**Student:** The ac conductivity of amorphous As$_2$Se$_3$ is written $\sigma\propto\omega^s$ with $s$ a little below one. A single relaxing dipole goes as $\omega^2$ and then saturates. Where does a near-linear law come from?

**Lecturer:** From a very wide spread of relaxation times. The premises are these. (P1) Charge moves only within isolated pairs of localized sites a distance $R$ apart, randomly placed and oriented. (P2) Each pair obeys a two-state rate equation with detailed balance, and $\hbar\omega\ll kT$. (P3) The response is linear in the macroscopic field $E e^{-i\omega t}$. (P4) The relaxation time grows exponentially with $R$. I use SI formulas, $\varepsilon$ is the relative permittivity, $\sigma$ is the real part of the conductivity, and $s\equiv d\ln\sigma/d\ln\omega$ is a local slope.

Take one pair with a mobile charge $q$, site 2 lying $\Delta$ above site 1. With $p$ the probability of site 2 and $w_{12}$, $w_{21}$ the rates,
$$\dot p=w_{12}(1-p)-w_{21}p=-\frac{p-p_{\rm eq}}{\tau},\quad \frac1\tau=w_{12}+w_{21},\quad p_{\rm eq}=\frac{1}{1+e^{\Delta/kT}}.$$
A field at angle $\theta$ to the axis changes $\Delta$ by $-qER\cos\theta$, so $\delta p_{\rm eq}=qER\cos\theta/[4kT\cosh^2(\Delta/2kT)]$. The field also modulates $\tau$, but that multiplies $p-p_{\rm eq}$, already first order, and drops out. Then $\delta p=\delta p_{\rm eq}/(1-i\omega\tau)$. The dipole along the field is $qR\cos\theta\,\delta p$, and $\langle\cos^2\theta\rangle=1/3$, so the polarizability is
$$\frac{a_0}{1-i\omega\tau},\qquad a_0=\frac{q^2R^2}{12kT\cosh^2(\Delta/2kT)}.\tag{1}$$
Let $G(\tau)\,d\ln\tau$ be the sum of $a_0$ over all pairs per unit volume in that interval. The current density is $-i\omega P$, and $\mathrm{Im}\,(1-i\omega\tau)^{-1}=\omega\tau/(1+\omega^2\tau^2)=1/(2\cosh v)$ with $v=\ln\omega\tau$. Hence
$$\sigma=\omega\int\frac{G\,dv}{2\cosh v}\simeq\frac{\pi}{2}\,\omega\,G(1/\omega),\qquad s=1-\frac{d\ln G}{d\ln\tau}\Big|_{\tau=1/\omega},\tag{2}$$
since $\int dv/(2\cosh v)=[\arctan e^{v}]_{-\infty}^{\infty}=\pi/2$. A flat $G$ gives $s=1$. Slower pairs are longer and carry more dipole, so $G$ rises with $\tau$ and $s<1$.

**Student:** You pulled $G$ out of the integral without paying for it.

**Lecturer:** We pay below, once $G$ is known. First tunnelling, the case treated by Austin and Mott in 1969. The sites have a flat density $g=N(E_F)$ per unit volume and energy, and each holds zero or one spinless electron; other spin conventions change the prefactor only. Wave functions decay as $e^{-\alpha r}$, the transfer integral as $e^{-\alpha R}$, and the phonon-assisted golden-rule rate as its square, so
$$\tau=\tau_0e^{2\alpha R},\qquad d\ln\tau=2\alpha\,dR,\qquad R_\omega=\frac{L}{2\alpha},\qquad L\equiv\ln\frac{1}{\omega\tau_0}.$$
For now $\tau_0$ is a constant. The number of pairs per unit volume is $\tfrac12g^2\,dE_1dE_2\,4\pi R^2dR$, the half because each pair is met from both ends.

**Student:** Most of those pairs are full or empty and cannot polarize.

**Lecturer:** So we weight with the probability $P_1$ of exactly one electron. Put $x_i=(E_i-E_F)/kT$, $X=(x_1+x_2)/2$ and $a=(x_2-x_1)/2=\Delta/2kT$, so that $dE_1dE_2=2(kT)^2dX\,da$. For non-interacting electrons the four weights are $1$, $e^{-x_1}$, $e^{-x_2}$, $e^{-2X}$. Dividing by $2e^{-X}$,
$$P_1=\frac{\cosh a}{\cosh a+\cosh X}.$$
With $z=e^X$ the denominator factors:
$$\int\frac{dX}{\cosh X+\cosh a}=\int_0^\infty\frac{2\,dz}{(z+e^{a})(z+e^{-a})}=\frac{2a}{\sinh a},$$
so $\int P_1dX=2a\coth a$. The energy integral over the weight in (1) is
$$\iint\frac{P_1\,dE_1dE_2}{4kT\cosh^2a}=kTJ_0,\qquad J_0=\int_0^\infty\frac{2a\coth a}{\cosh^2a}\,da=\int_0^\infty\frac{y\,dy}{\sinh y}=\frac{\pi^2}{4}.$$
I folded the even integrand, set $y=2a$, and expanded $1/\sinh y=2\sum_{m\ge0} e^{-(2m+1)y}$, which gives $2\sum(2m+1)^{-2}=\pi^2/4$. Two energy integrals supply $(kT)^2$ and the polarizability $1/kT$, hence one power of $T$. Collecting,
$$G=2\pi R^2g^2\cdot\frac{e^2R^2}{3}\cdot kTJ_0\cdot\frac{1}{2\alpha}=\frac{\pi^3}{12}\frac{e^2kTg^2R^4}{\alpha},$$
and (2) yields
$$\sigma=\frac{\pi^4}{24}\frac{e^2kTg^2\,\omega R_\omega^4}{\alpha}=\frac{\pi^4}{384}\,e^2kT\,g^2\alpha^{-5}\,\omega L^4.\tag{3}$$
Since $dL/d\ln\omega=-1$,
$$s=1-\frac{4}{\ln(1/\omega\tau_0)}.\tag{4}$$
The four is two powers of $R$ from the shell and two from the squared dipole. Temperature sits only in the prefactor, so $s$ does not depend on it; $g$ and $\alpha$ drop out too.

Now the bill. The exact integrand carries $(L+v)^4$ in place of $L^4$. The standard integral $\int e^{\lambda v}dv/(2\cosh v)=\pi/[2\cos(\pi\lambda/2)]$, expanded in $\lambda$ with $\sec y=1+y^2/2+5y^4/24+\dots$, gives $\langle v^2\rangle=\pi^2/4$ and $\langle v^4\rangle=5\pi^4/16$; odd moments vanish, and extending the limit $R=0$ to $v=-\infty$ costs terms of order $e^{-L}$. So
$$L^4\to L^4+\tfrac32\pi^2L^2+\tfrac{5}{16}\pi^4,\qquad s=1-\frac4L+\frac{3\pi^2}{L^3}+\dots$$

**Student:** "Non-interacting" worries me more. Two electrons a few nanometres apart repel.

**Lecturer:** That is the right place to push. Let $U=e^2/(4\pi\varepsilon_0\varepsilon R)$, $u=U/kT$, and add $U(n_1-\frac12)(n_2-\frac12)$ to the pair energy. Writing $Un_1n_2$ instead shifts both site energies by a constant, which a flat $g$ does not notice. The empty and full states rise by $U/4$ and the singly occupied ones fall by $U/4$, so $P_1=\cosh b/(\cosh b+\cosh X)$ with $\cosh b=e^{u/2}\cosh a$. The same $X$ integral gives $2b\coth b$, and $J_0$ becomes
$$J(u)=\int_0^\infty\frac{2b\coth b}{\cosh^2a}\,da.\tag{5}$$
For $u\gg1$, $2b\coth b\to u+2\ln(2\cosh a)$. With $t=\tanh a$, $\int_0^\infty\ln(2\cosh a)\,{\rm sech}^2a\,da=\ln2-\frac12\int_0^1\ln(1-t^2)\,dt=1$, so $J\to u+2$. At $R_\omega$, $u\propto1/L$, whence $du/d\ln\omega=u/L$ and
$$s=1-\frac{4-uJ'/J}{L}.\tag{6}$$
For $U\gg kT$, $kTJ\to U$: the loss no longer depends on temperature and $s\to1-3/L$. This treats the repulsion inside the pair only and keeps $g$ flat, so it ignores any Coulomb gap. Equations (3) and (4) are the limit $U\ll kT$.

**Student:** I was also taught that defects in this glass do not hold single electrons.

**Lecturer:** In the usual negative-$U$ picture of chalcogenide glasses, two neutral defects lower their energy by becoming D$^+$ and D$^-$. A flat band of singly occupied states at $E_F$ fits that picture badly, and the natural event is D$^-$D$^+\to$ D$^+$D$^-$, two electrons moving together. That motivates the second mechanism, due to Pike in 1972 for one electron and to Elliott in 1977 for two: the carrier hops thermally over a barrier that the partner's Coulomb well lowers. Let $n$ electrons move as one point charge, $q=-ne$, between two cores of charge $+e$, and let $W_M$ be the energy to lift them from an isolated centre to the zero of the potential. Along the axis,
$$V(x)=-\frac{ne^2}{4\pi\varepsilon_0\varepsilon}\Big(\frac1x+\frac1{R-x}\Big),$$
whose maximum, a saddle point in three dimensions, is at $x=R/2$, where the bracket equals $4/R$. Measured from a level at $-W_M$,
$$W=W_M-\frac AR,\qquad A=\gamma\,\frac{ne^2}{4\pi\varepsilon_0\varepsilon},\qquad\gamma=4.$$
The barrier is tied to the distance, hence the name correlated barrier hopping.

**Student:** The partner also pulls down the level the carrier starts from. At $x\to0$ the second term is $1/R$, so the lowering is $4-1=3$.

**Lecturer:** Correct. Point-charge bookkeeping with a fixed $W_M$ gives $\gamma=3$, while the customary form of the model keeps $\gamma=4$. I carry $A$ as a symbol, and you will see what depends on it.

Let $N$ be the total density of charged centres, half of each sign, placed at random. The D$^+$D$^-$ pairs number $(N/2)^2\,4\pi R^2dR=\pi N^2R^2dR$; there is no half, since the partners differ, and every such pair is active. Take $|\Delta|\ll kT$, so $a_0=n^2e^2R^2/12kT$, and write each rate as $(2\tau_0)^{-1}e^{-W/kT}$. Then
$$\tau=\tau_0e^{W/kT},\qquad d\ln\tau=\frac{A\,dR}{kTR^2},\qquad R_\omega=\frac{A}{D},\qquad D\equiv W_M-kTL,$$
where $\omega\tau=1$ means $W=kTL$. So
$$G=\pi N^2R^2\cdot\frac{n^2e^2R^2}{12kT}\cdot\frac{kTR^2}{A},\qquad \sigma=\frac{\pi^2}{24}\frac{N^2n^2e^2\omega R_\omega^6}{A}=\frac{n\pi^3}{6\gamma}N^2\varepsilon_0\varepsilon\,\omega R_\omega^6,\tag{7}$$
with prefactor $n\pi^3/24$ for $\gamma=4$. The Jacobian adds two powers of $R$ and cancels the $1/kT$. Because $dD/d\ln\omega=+kT$, we have $d\ln R_\omega/d\ln\omega=-kT/D$ and
$$s=1-\frac{6kT}{W_M-kT\ln(1/\omega\tau_0)}.\tag{8}$$
Neither $A$ nor $N$ appears, so your objection leaves $s$ alone. It does change the magnitude: $\sigma\propto R_\omega^6/A\propto A^5$, and $\gamma=3$ multiplies it by $(3/4)^5=0.24$. From $dD/d\ln T=-kTL$ follows $d\ln\sigma/d\ln T=6kTL/D=(1-s)L$. If $\Delta$ is spread evenly over $\pm\Delta_0$, averaging ${\rm sech}^2$ multiplies (7) by $(2kT/\Delta_0)\tanh(\Delta_0/2kT)$, which is free of $\omega$; the dependence of $\tau$ on $\Delta$ shifts $L$ by a number of order one.

**Student:** Here $\tau$ saturates at $\tau_0e^{W_M/kT}$ as $R\to\infty$, so $\int R^4dR$ times a constant diverges.

**Lecturer:** It does, formally, but P1 stops the integral near the mean spacing $N^{-1/3}$, and I will show that the tail up to there is negligible. Near the peak, $R=A/(D-kTv)$; with $\eta=kT/D$, $(1-\eta v)^{-6}=1+6\eta v+21\eta^2v^2+\dots$, so (7) gains the factor $1+21\pi^2\eta^2/4$. Since $d\eta/d\ln\omega=-\eta^2$, the shift in $s$ is $-21\pi^2\eta^3/2$.

**Student:** And "at random"? D$^+$ and D$^-$ attract each other.

**Lecturer:** That is the weakest premise. Suppose the centres equilibrate in the melt and freeze at the glass temperature $T_g$. In the dilute limit, with the same $\varepsilon$, the pair density gains the factor $e^{B/R}$ with $B=e^2/(4\pi\varepsilon_0\varepsilon kT_g)$. At $R_\omega$ the exponent is $BD/A=D/(\gamma nkT_g)$, whose derivative with respect to $\ln\omega$ is $T/(\gamma nT_g)$, so
$$s=1-\frac{6kT}{D}+\frac{T}{\gamma nT_g}.\tag{9}$$
Here $\gamma$ does matter.

Now numbers. All inputs are typical or approximate values, chosen for illustration: $\varepsilon=11$, $\tau_0=10^{-13}$ s, $T_g=460$ K, $W_M=1.8$ eV (taken equal to the approximate optical gap, a customary assumption), $n=2$, $\gamma=4$, $N=10^{18}$ cm$^{-3}$, and for tunnelling $g=10^{18}$ eV$^{-1}$cm$^{-3}$, $\alpha^{-1}=1$ nm. At 10 kHz, $\omega=6.28\times10^4$ s$^{-1}$ and $L=18.89$. With $e^2/4\pi\varepsilon_0=1.440$ eV nm, $A=1.047$ eV nm. For tunnelling $R_\omega=9.44$ nm at every temperature. For barrier hopping at 300 K, $kTL=0.488$ eV and $D=1.312$ eV.

| $T$ (K) | 100 | 200 | 300 |
|---|---|---|---|
| $kT$ (meV) | 8.62 | 17.23 | 25.85 |
| $s$, eq. (4) | 0.79 | 0.79 | 0.79 |
| $\sigma$, eq. (3) ($10^{-11}$ S/cm) | 2.8 | 5.6 | 8.4 |
| $R_\omega$, barrier (nm) | 0.64 | 0.71 | 0.80 |
| $s$, eq. (8) | 0.97 | 0.93 | 0.88 |
| $\sigma$, eq. (7) ($10^{-14}$ S/cm) | 1.1 | 2.0 | 4.1 |
| $s$, eq. (9) | 1.00 | 0.98 | 0.96 |

At 300 K the loss tangent $\sigma/\omega\varepsilon_0\varepsilon$ from (3) is $1.4\times10^{-3}$, and the barrier model has $d\ln\sigma/d\ln T=2.2$ where (3) has 1. At 1 MHz, $L=14.28$: at 300 K the tunnelling exponent falls to 0.72 and the barrier exponent rises to 0.89, so the two drift in opposite directions with frequency.

**Student:** Now the sizes of what was dropped.

**Lecturer:** The finite width of the peak raises (3) by 4 % and $s$ by 0.004. At 300 K it raises (7) by 2 % and lowers $s$ by 0.0008. That is why I print two decimals. For the tail, at $N^{-1/3}=10$ nm we have $\ln\omega\tau=47$, so the factor $e^{-47}$ overwhelms the geometric gain $(10\ {\rm nm}/R_\omega)^5=3\times10^5$.

The repulsion in tunnelling pairs is $U=13.9$ meV, so $u=0.54$ at 300 K and $1.61$ at 100 K. Numerical integration of (5) gives $J/J_0=1.17$ and $1.53$, and $uJ'/J=0.15$ and $0.38$, which by (6) raise $s$ by 0.008 and 0.020. The ratio $\sigma(100\,{\rm K})/\sigma(300\,{\rm K})$ becomes 0.44 in place of one third, so linearity in $T$ is visibly lost below room temperature. Also, $\tau_0$ comes from phonons. If $\tau_0\propto T^{-p}$, then $s$ rises by $4p\ln3/L^2=0.012\,p$ from 100 to 300 K. So "independent of $T$" means constant to one or two hundredths, against a fall of 0.09 in (8). If a polaron energy $W_H$ must be supplied, $\tau_0\to\tau_0e^{W_H/kT}$, and $s=1-4/(L-W_H/kT)$ rises with $T$.

Pairing is the large one. At 300 K, $B/R_\omega=4.14$, to be set against the power 6. It multiplies $\sigma$ by 63, to $2.6\times10^{-12}$ S/cm, and adds 0.08 to $s$, against a departure from unity of 0.12 in (8); the fall from 100 to 300 K shrinks to 0.03. With $\gamma=3$, $R_\omega=0.60$ nm and (9) gives 0.99. Solving (8) for $W_M$ from an observed slope therefore overestimates $W_M$ if the centres are paired. As for $\Delta$, a third charge 10 nm away produces at most about $ne^2R_\omega/[4\pi\varepsilon_0\varepsilon(10\ {\rm nm})^2]=2$ meV, below $kT$, but structural disorder can add more.

**Student:** Then where do (4) and (8) hold?

**Lecturer:** First, the pairs must be isolated. For tunnelling, the number of further sites within $R_\omega$ and within an energy window $kT$ is $\frac43\pi R_\omega^3gkT=0.09$ at 300 K; the active window is a few $kT$ wide, so this is tolerable, not small. For barrier hopping $\frac43\pi R_\omega^3N=0.002$. Toward low frequency $R_\omega$ grows, clusters form, and the dc regime takes over.

Second, the peak must be sharp: $L\gg1$, and $D\gg kT$, which excludes $\omega$ near $\tau_0^{-1}e^{-W_M/kT}$. Third, tunnelling sites must not hybridize: the transfer integral is reduced by $e^{-\alpha R_\omega}=\sqrt{\omega\tau_0}=8\times10^{-5}$, which puts even a prefactor of 1 eV far below $kT$. Fourth, (4) needs $U\ll kT$, a flat $g$ and a constant $\tau_0$, and (8) needs random centres and a barrier crossed thermally; on cooling, tunnelling through the barrier must eventually win. Fifth, 0.80 nm is only about three As–Se bonds of approximately 0.24 nm, so screening by the static $\varepsilon$ and the use of the macroscopic field are crude. A full Lorentz local field would multiply $\sigma$ by $[(\varepsilon+2)/3]^2=19$. Magnitudes from (7) are therefore rough at best, while (8) survives as long as the lowering goes as $1/R$. Sixth, linearity needs $E\ll kT/|q|R_\omega$, which at 300 K is 0.027 MV/cm for tunnelling and 0.16 MV/cm for barrier hopping, and the film must be much thicker than $R_\omega$. Last, band conduction runs in parallel. A typical prefactor of $10^3$ S/cm and activation energy of 0.9 eV give $8\times10^{-13}$ S/cm at 300 K, more than (7) gives at 10 kHz, so it must be subtracted before any slope is taken.

**Student:** A retention test uses a voltage step, not a bridge.

**Lecturer:** The same $G$ answers it. After a step each pair carries the current $Ea_0e^{-t/\tau}/\tau$. With $y=t/\tau$ and slowly varying $G$,
$$j(t)=\frac Et\int_0^\infty G(t/y)\,e^{-y}dy\simeq\frac{E\,G(t)}{t}=\frac2\pi E\,\sigma(\omega=1/t),$$
so the absorption current decays as $t^{-s}$ with $L=\ln(t/\tau_0)$. For $G\propto\tau^{1-s}$ both integrals are exact: this one gives $\Gamma(s)$ in place of 1, and (2) gives $\pi/[2\sin(\pi s/2)]$ in place of $\pi/2$, so the last equality gains the factor $\Gamma(s)\sin(\pi s/2)$, which is 1.11 for $s=0.79$. At $t=1$ s, $L=29.9$, the tunnelling distance is 15.0 nm and the isolation number at 300 K has grown to 0.36, so with these inputs the tunnelling pair picture is failing at the times where retention is tested.